Student: Our rectifier driver runs at 13.56 MHz with InGaZnO thin-film transistors, and the simulator gives the transadmittance one pole. You said the true answer is a Bessel function of order 2/3. Does that matter at so low a frequency?

Lecturer: Low compared with what? Let us derive the scale and then put several materials on it. Take a long n-channel device of width W, length L, gate capacitance C per area and constant mobility μ, with drift current only. The mobile charge per area has magnitude C·U, where U(x) = VGS − VT − αV(x), V is the channel potential, α is the body factor, and x runs from source to drain. Count the current I positive when it flows from drain to source. Then

I = −(WμC/α) U dU/dx, ∂I/∂x = −WC ∂U/∂t.

In saturation U = 0 at x = L. The steady solution is U = U0·u with U0 = VGS − VT and u = √(1 − x/L), and it gives gm = WμC·U0/(αL).

Student: That is the square law. Where does Airy come in?

Lecturer: Put v·e^(jωt) on the gate, with source and drain held fixed, and write U = U0·u + w·e^(jωt) and the current perturbation i. Since dx = −2Lu du, the two linearised equations become

d(uw)/du = 2u·i/gm, di/du = 2s·gm·(uw),

with s = jω/ω0 and ω0 = μU0/(αL²). The second uses WLC·ω0 = gm. Differentiate it and insert the first:

d²i/du² = 4s·u·i.

That is Airy's equation in the variable (4s)^(1/3)·u.

Student: The drain end is singular. How do you set a condition there?

Lecturer: Pinch-off holds U² at zero at every instant, so its perturbation 2U0·uw vanishes and di/du = 0 at u = 0. At the source w = v, so di/du = 2s·gm·v at u = 1. Let f solve the equation with f(0) = 1 and f′(0) = 0. Its series is f = 1 + (2/3)s·u³ + (4/45)s²·u⁶ + …, and the drain current is i(0) = 2s·gm·v/f′(1). I call ym = i(0)/v the transadmittance. In this model the drain voltage has no grip on a saturated channel, so ym is the whole intrinsic y21. Writing f′(1) = 2s·D(s),

ym = gm/D(s), D = Σ (4s/9)^k Γ(5/3)/(k! Γ(k + 5/3)) = 1 + 4s/15 + s²/45 + 4s³/4455 + …

That sum is the series of a modified Bessel function with z²/4 = 4s/9:

ym = gm (z/2)^(2/3) / (Γ(5/3) I_2/3(z)), z = (4/3)√s.

Student: So the delay is 4/(15ω0). I expected the transit time.

Lecturer: The drift velocity is μU0/(2αLu), and integrating dx over it gives a transit time 4/(3ω0), five times longer. The signal does not ride on individual electrons. The channel is a distributed RC line, charged from the source, whose resistance per length grows as 1/u, and the drain current responds as the charge profile rearranges.

Student: Fine. Numbers, then.

Lecturer: All inputs are assumed, typical values: μ of about 100 cm²/(V s) for low-temperature polysilicon, 10 for amorphous InGaZnO, 0.5 for hydrogenated amorphous silicon, α = 1 since a thin film has no doped body, and U0 = 5 V. The drive has ω = 8.520 × 10⁷ rad/s. Let f0 = ω0/2π and Ω = ω/ω0, so s = jΩ. The one-pole form is 1/(1 + 4s/15). The last column I will explain shortly.

row  channel   L/µm  f0/MHz  Ω       |ym|/gm  phase     one pole  phase    Ω·Lov/L
A    poly-Si   5     318     0.0426  1.000    −0.65°    1.000     −0.65°   0.017
B    InGaZnO   5     31.8    0.426   0.998    −6.5°     0.994     −6.5°    0.170
C    InGaZnO   10    7.96    1.704   0.963    −25.7°    0.910     −24.4°   0.341
D    a-Si:H    5     1.59    8.52    0.555    −106.2°   0.403     −66.2°   3.41
E    a-Si:H    10    0.398   34.08   0.079    −263.4°   0.109     −83.7°   6.82

The digits belong to the model evaluated at the printed Ω; the mobilities are good to one figure or so.

Student: Row B makes my point. One pole is right to half a per cent.

Lecturer: For row B I concede it. There 4/(15ω0) is 1.33 ns and the transit time 6.67 ns, against a period of 73.7 ns. But see how little it takes to leave that row. The material enters only through Ω = ωαL²/(μU0). Doubling L multiplies Ω by four, which takes B to C and D to E. Dividing μ by twenty takes B to D. There is one curve, and the materials are places on it.

Student: In C and D the single pole is pessimistic about magnitude and optimistic about phase. Why opposite directions?

Lecturer: Look at the poles. For negative s, z is imaginary and D vanishes at the zeros j_n of J_2/3, so s_n = −(9/16)j_n². The first zero, 3.3756, gives s = −6.41; the second gives −24.0, and they go on roughly as n². D is the product of factors 1 + s/|s_n|, so the sum of 1/|s_n| equals 4/15. The first pole supplies 0.156 of that, or 58.5 per cent. The one-pole form lumps all of it into a fictitious pole at −15/4.

Now at small Ω each factor adds phase Ω/|s_n|, which is linear, so lumping leaves the phase right. Magnitude goes with the sum of squares, and lumping inflates that. From the series, |D|² = 1 + (16/225 − 2/45)Ω² + … = 1 + (2/75)Ω² + …, so |ym|/gm ≈ 1 − Ω²/75, whereas one pole gives 1 − 8Ω²/225, a droop 8/3 times too large. At larger Ω one pole can never lag more than 90°, while the true chain of poles lags without limit. That is row D.

Student: In row E the magnitudes have swapped order.

Lecturer: Because there the exponential has taken over. For large z, I_2/3(z) → e^z/√(2πz), and √j = (1 + j)/√2, so

|ym|/gm → [√(2π|z|)·(|z|/2)^(2/3)/Γ(5/3)] · exp(−(4/3)√(ω/2ω0)),

with phase 7π/24 − (4/3)√(ω/2ω0). The exponent is the attenuation of a diffusive wave, the integral of √(4su) from u = 0 to 1. It beats the 1/Ω of a single pole in the end.

Student: Then for row E I can quote the exponential alone?

Lecturer: No. There |z| = 7.78 and Re z = 5.504. The bare exponential is 0.00407, but the bracket, which grows as Ω^(7/12), is 19.2. Together they give 0.078 and a phase of −262.9°, close to the exact 0.079 and −263.4°. Drop the bracket and you are low by that factor of 19.2.

Student: Give me something to design with.

Lecturer: Solving |D|² = 2 gives Ω = 5.90 for the 3 dB point, a little below the first pole because the others contribute. At 13.56 MHz and 5 V that is L = √(5.90·μU0/ω): in the model 59 µm for poly-Si, 19 µm for InGaZnO and 4.2 µm for a-Si:H. The lengths go only as √μ. The first pole lies at 204 MHz for row B and 51.0 MHz for row C. Phase bites long before magnitude, though: row C has lost under four per cent of its gain and already lags 25.7°.

Student: Here is my real objection. Our devices are not self-aligned. The gate runs under the contacts.

Lecturer: That is the last column, and the objection is sound. A gate–drain overlap of length Lov has capacitance of at most about W·Lov·C and adds −jωW·Lov·C to y21. Divided by gm, with α = 1, that is −jΩ·Lov/L. At low frequency

y21/gm ≈ 1 − jΩ(4/15 + Lov/L),

so overlap lags in the same sense as the channel and rivals it when Lov/L is near 4/15. I assumed a typical Lov = 2 µm. For L = 5 µm the overlap term is 1.5 times the intrinsic one, and for 10 µm 0.75 times. The terminal phase becomes −16.0° in row B and −41.1° in row C. In rows D and E the feedthrough, 3.41 and 6.82, swamps the intrinsic 0.555 and 0.079. The exponential tail is a property of the channel that such a device hides unless the overlap is de-embedded.

Student: So shortening L helps less than L² suggests.

Lecturer: For the overlap part, yes. Ω·Lov/L is proportional to L·Lov, so it falls only linearly, as rows C and B show. The intrinsic lag falls as L².

Student: And the rectifying devices themselves are diode-connected. Is ym even the right quantity?

Lecturer: For the driver transistor it is. For a device with gate tied to drain and VT > 0, the channel is saturated whenever it conducts, and the two-terminal current is the source current, i(1) = gm·v·f(1)/D. To first order that is gm·v(1 + (2/3 − 4/15)s) = gm·v(1 + 2s/5). It leads, by +9.6° in row B, and the gate–source overlap adds to that lead while the gate–drain overlap is shorted. The channel charge changes by (2/3)WLC per volt; 2/5 appears at the source and 4/15 at the drain, the 60:40 split of the Ward–Dutton partition.

Student: A rectifier is not small-signal at all. The overdrive sweeps through zero each cycle.

Lecturer: Correct, and the formula does not give you a conversion efficiency. It tells you where in the swing the channel stops following. Since Ω goes as 1/U0, device B has Ω = 2.13 at 1 V and reaches 8.52, the place of row D, at 0.25 V. Much below that the overdrive nears the thermal voltage, diffusion current matters and the drift model lapses. A quasi-static model is therefore safe near the crest and doubtful at turn-on and turn-off, where the nonlinear pair of equations we began with has to be integrated in time.

Student: InGaZnO mobility rises with gate voltage. Doesn't that wreck the order 2/3?

Lecturer: It changes the order, but the delay only mildly. Let the local mobility go as U^γ. Then U = U0(1 − x/L)^p with p = 1/(γ + 2), and gm keeps its form with μ taken at the source. Weight the continuity equation by x/L and integrate: the drain current is the channel-averaged current, fixed by the end values of U, minus the rate of change of WC∫(x/L)U dx. The delay is then 1/[(p + 1)(p + 2)] in units of 1/ω0. For γ = 0 this is 4/15. For an assumed γ = 0.3 it is 0.286, larger by 7 per cent. The weaker assumption concerns a-Si:H, where most induced charge typically sits in band-tail states. Rows D and E suppose those states keep pace with the signal, so that the field-effect mobility applies; read them as regimes of Ω more than as predictions for that material.

Student: The velocity blows up at the drain. For poly-Si that must fail.

Lecturer: In row A the velocity is 5 × 10⁵ cm/s divided by u. It reaches a typical silicon saturation velocity of 10⁷ cm/s at u = 0.05, the last 0.25 per cent of the channel. At these lengths that is harmless.

Student: Last one. How far should I trust row B for a real transistor?

Lecturer: Test it on a quantity people quote, the quasi-static current-gain cutoff gm/2π over the total gate capacitance, fT ≈ f0/(2/3 + 2Lov/L). The model gives 22 MHz for row B. As typical knowledge, not a measurement, InGaZnO transistors of about 5 µm with overlaps of a few micrometres reach something like 10 to 20 MHz at such biases, so the model sits at the high edge and may be high by up to a factor of two. Contact resistance is one cause we left out. With an assumed C = 50 nF/cm², gm/W is 5 mS/cm, and a typical source resistance times width of 10 to 100 Ω cm makes gm·RS between 0.05 and 0.5, which divides the terminal gm by 1 + gm·RS. So the model's −6.5° is the channel's share of the lag in row B, its −16.0° adds the overlap, and a real device with resistive contacts should be expected to respond more slowly than either figure says.